**Naming the 5p, 5d and 4f levels of Cs$^{8+}$ from their hyperfine constants**

The table holds $A/g$ (MHz) and $B/Q$ (MHz/barn) for eight one-electron levels outside [Kr] 4d$^{10}$, from a B-spline many-body code at three levels: frozen-core DHF, DHF with RPA core polarisation, and Brueckner orbitals with RPA. The program tests the parameter-free nonrelativistic angular factors $l(l+1)/[j(j+1)]$ and $(2j-1)/(2j+2)$, which fix the ratio of $A/g$ to $B/Q$ and the ratios within each doublet. At DHF level the first ratio holds to about 5% and leaves 6 of 120 namings within a tolerance of $(Z\alpha)^2=16\%$; the d and f doublet ratios reduce these to the true one, while the p doublet ratio exceeds its estimate by 35%. With RPA no naming passes: $B/Q$ grows by 13 to 60% and $A/g$ of 4f$_{7/2}$ loses three quarters of its value. The RPA shifts within a doublet do not sum to zero, so contact spin polarisation of the core cannot be the only term.

Calculated values. Hyperfine constants of Cs8+, one electron outside a closed [Kr] 4d10 core, from B-spline many-body code 1 (no-pair Dirac-Coulomb): frozen-core DHF, then RPA core polarisation, then Brueckner orbitals from a second-order or screened correlation potential. The nucleus is uniformly magnetised, with rms radius 4.8041 fm; g is the nuclear g factor and Q the quadrupole moment.

## Program and output

```python
# Table: hyperfine A/g (MHz) and B/Q (MHz/barn) of Cs8+, one electron outside [Kr]4d10, B-spline many-body
# code: frozen-core DHF, DHF+RPA, Brueckner+RPA. Tested: can six rows be assigned with the parameter-free
# nonrelativistic angular factors (A/B, doublet ratios), and how do RPA and Brueckner steps change them?
T = {
    'hyperfine': ['5s1/2', '6s1/2', '5p1/2', '5p3/2', '5d3/2', '5d5/2', '4f5/2', '4f7/2'],
    'hyperfine_a_dhf': [55040, 21440, 14430, 2137, 763.9, 316.0, 377.1, 206.4],  # MHz
    'hyperfine_a_rpa': [59780, 23130, 15600, 2479, 873.4, 388.8, 370.5, 52.57],  # MHz
    'hyperfine_a_brueckner_rpa': [62120, 23480, 16370, 2607, 933.5, 414.4, 393.8, 64.97],  # MHz
    'hyperfine_b_dhf': [None, None, None, 4150, 496, 656, 389, 445],  # MHz/barn
    'hyperfine_b_rpa': [None, None, None, 4710, 728, 975, 603, 713],  # MHz/barn
    'hyperfine_b_brueckner_rpa': [None, None, None, 4950, 769, 1030, 623, 736],  # MHz/barn
}
from itertools import permutations
from scipy import constants as C
lab = T['hyperfine']
A = {s: [T['hyperfine_a_' + k][i] for k in ('dhf', 'rpa', 'brueckner_rpa')] for i, s in enumerate(lab)}
B = {s: [T['hyperfine_b_' + k][i] for k in ('dhf', 'rpa', 'brueckner_rpa')] for i, s in enumerate(lab)}
pc = lambda k: C.physical_constants[k][0]
a3 = pc('Bohr radius')**3
cA = C.mu_0/(4*C.pi)*2*pc('Bohr magneton')*pc('nuclear magneton')/a3/C.h/1e6
cB = C.e**2/(4*C.pi*C.epsilon_0)*1e-28/a3/C.h/1e6
l = lambda s: 'spdf'.index(s[1])
j = lambda s: int(s[2])/2
fA = lambda s: l(s)*(l(s)+1)/(j(s)*(j(s)+1))
fB = lambda s: (2*j(s)-1)/(2*j(s)+2)
est = lambda s: cA*fA(s)/(cB*fB(s))
p = lambda x, y: 100*(x/y-1)
tol = 100*(55*C.alpha)**2
hid = lab[2:]
q = [s for s in hid if B[s][0] is not None]
print(f"cA {cA:.2f} MHz bohr^3, cB {cB:.2f} MHz bohr^3/barn, (Z alpha)^2 = {tol:.1f}%")
print(f"rounding of B (half a unit, smallest B): {50/min(B[s][0] for s in q):.2f}%; if two digits hold: {500/min(B[s][0] for s in q):.1f}%")
print(f"rows of the six without B: {len(hid)-len(q)}; DHF A ratios 5s/5p1/2 {A[lab[0]][0]/A['5p1/2'][0]:.2f}, 6s/5p1/2 {A[lab[1]][0]/A['5p1/2'][0]:.2f}")
print("A/B estimate (barn): " + ", ".join(f"{s} {est(s):.3f}" for s in q))
print("DHF A/B of each row (named by its A), % off each estimate in the order above")
for s in q:
    r = A[s][0]/B[s][0]
    print(f"  A={A[s][0]:7.1f} A/B={r:.3f} " + " ".join(f"{p(r, est(c)):+6.1f}" for c in q))
D = [('5p1/2', '5p3/2'), ('5d3/2', '5d5/2'), ('4f5/2', '4f7/2')]
for k, name in enumerate(('DHF', 'RPA')):
    P = [dict(zip(q, x)) for x in permutations(q)]
    s1 = [m for m in P if all(abs(p(A[m[c]][k]/B[m[c]][k], est(c))) < tol for c in q)]
    s2 = [m for m in s1 if all(abs(p(A[m[a]][k]/A[m[b]][k], fA(a)/fA(b))) < tol for a, b in D[1:])]
    print(f"{name}: orderings of {len(P)} within {tol:.0f}%: A/B alone {len(s1)}, plus d and f doublet A ratios {len(s2)}")
    if k == 0:
        assert len(s1) > 1 and len(s2) == 1 and all(c == v for c, v in s2[0].items())
up = [b for a, b in D]
print("DHF ratios lower j / possible partner; partners by A: " + ", ".join(f"{A[u][0]:.1f}" for u in up))
for a, b in D:
    print(f"  A, {a}: estimate {fA(a)/fA(b):.3f}; found " + " ".join(f"{A[a][0]/A[u][0]:.3f}" for u in up))
for a, b in D[1:]:
    print(f"  B, {a}: estimate {fB(a)/fB(b):.3f}; found " + " ".join(f"{B[a][0]/B[u][0]:.3f}" for u in up))
print("True labels: implied DHF <r^-3> (bohr^-3) from A, from B; A/B and % off estimate at RPA, Brueckner")
for s in hid:
    t = f"  {s} A={A[s][0]:.1f}: {A[s][0]/(cA*fA(s)):.2f}"
    if s in q:
        t += f", {B[s][0]/(cB*fB(s)):.2f}; " + ", ".join(f"{A[s][k]/B[s][k]:.3f} ({p(A[s][k]/B[s][k], est(s)):+.0f}%)" for k in (1, 2))
    print(t)
print("Steps: A RPA-DHF MHz (%), A Brueckner-RPA MHz (%); B RPA %, B Brueckner %")
for s in lab:
    a, b = A[s], B[s]
    t = f"  {s}: {a[1]-a[0]:+.1f} ({p(a[1], a[0]):+.1f}), {a[2]-a[1]:+.1f} ({p(a[2], a[1]):+.1f})"
    if b[0] is not None:
        t += f"; {p(b[1], b[0]):+.1f}, {p(b[2], b[1]):+.1f}"
    print(t)
print("Doublet A ratio DHF (% over estimate), RPA, Brueckner; sum of RPA shifts MHz (contact term alone: 0)")
for a, b in D:
    r = [A[a][k]/A[b][k] for k in range(3)]
    print(f"  {a[:2]}: {r[0]:.3f} ({p(r[0], fA(a)/fA(b)):+.1f}), {r[1]:.2f}, {r[2]:.2f}; {A[a][1]-A[a][0]+A[b][1]-A[b][0]:+.1f}")
ex = [p(A[a][0]/A[b][0], fA(a)/fA(b)) for a, b in D]
assert ex[0] > ex[1] > ex[2] > 0
g = {s: B[s][1]/B[s][0] for s in q}
assert 1 < g['5p3/2'] < min(g['5d3/2'], g['5d5/2']) and max(g['5d3/2'], g['5d5/2']) < min(g['4f5/2'], g['4f7/2'])
assert A['4f7/2'][1] < 0.5*A['4f7/2'][0] and abs(p(A['4f5/2'][1], A['4f5/2'][0])) < 5
```

It prints:

```
cA 95.41 MHz bohr^3, cB 234.96 MHz bohr^3/barn, (Z alpha)^2 = 16.1%
rounding of B (half a unit, smallest B): 0.13%; if two digits hold: 1.3%
rows of the six without B: 1; DHF A ratios 5s/5p1/2 3.81, 6s/5p1/2 1.49
A/B estimate (barn): 5p3/2 0.541, 5d3/2 1.624, 5d5/2 0.487, 4f5/2 0.975, 4f7/2 0.464
DHF A/B of each row (named by its A), % off each estimate in the order above
  A= 2137.0 A/B=0.515   -4.9  -68.3   +5.7  -47.2  +11.0
  A=  763.9 A/B=1.540 +184.5   -5.2 +216.1  +58.0 +231.9
  A=  316.0 A/B=0.482  -11.0  -70.3   -1.1  -50.6   +3.8
  A=  377.1 A/B=0.969  +79.0  -40.3  +98.9   -0.5 +108.9
  A=  206.4 A/B=0.464  -14.3  -71.4   -4.8  -52.4   -0.1
DHF: orderings of 120 within 16%: A/B alone 6, plus d and f doublet A ratios 1
RPA: orderings of 120 within 16%: A/B alone 0, plus d and f doublet A ratios 0
DHF ratios lower j / possible partner; partners by A: 2137.0, 316.0, 206.4
  A, 5p1/2: estimate 5.000; found 6.752 45.665 69.913
  A, 5d3/2: estimate 2.333; found 0.357 2.417 3.701
  A, 4f5/2: estimate 1.800; found 0.176 1.193 1.827
  B, 5d3/2: estimate 0.700; found 0.120 0.756 1.115
  B, 4f5/2: estimate 0.857; found 0.094 0.593 0.874
True labels: implied DHF <r^-3> (bohr^-3) from A, from B; A/B and % off estimate at RPA, Brueckner
  5p1/2 A=14430.0: 56.72
  5p3/2 A=2137.0: 42.00, 44.16; 0.526 (-3%), 0.527 (-3%)
  5d3/2 A=763.9: 5.00, 5.28; 1.200 (-26%), 1.214 (-25%)
  5d5/2 A=316.0: 4.83, 4.89; 0.399 (-18%), 0.402 (-17%)
  4f5/2 A=377.1: 2.88, 2.90; 0.614 (-37%), 0.632 (-35%)
  4f7/2 A=206.4: 2.84, 2.84; 0.074 (-84%), 0.088 (-81%)
Steps: A RPA-DHF MHz (%), A Brueckner-RPA MHz (%); B RPA %, B Brueckner %
  5s1/2: +4740.0 (+8.6), +2340.0 (+3.9)
  6s1/2: +1690.0 (+7.9), +350.0 (+1.5)
  5p1/2: +1170.0 (+8.1), +770.0 (+4.9)
  5p3/2: +342.0 (+16.0), +128.0 (+5.2); +13.5, +5.1
  5d3/2: +109.5 (+14.3), +60.1 (+6.9); +46.8, +5.6
  5d5/2: +72.8 (+23.0), +25.6 (+6.6); +48.6, +5.6
  4f5/2: -6.6 (-1.8), +23.3 (+6.3); +55.0, +3.3
  4f7/2: -153.8 (-74.5), +12.4 (+23.6); +60.2, +3.2
Doublet A ratio DHF (% over estimate), RPA, Brueckner; sum of RPA shifts MHz (contact term alone: 0)
  5p: 6.752 (+35.0), 6.29, 6.28; +1512.0
  5d: 2.417 (+3.6), 2.25, 2.25; +182.3
  4f: 1.827 (+1.5), 7.05, 6.06; -160.4
```
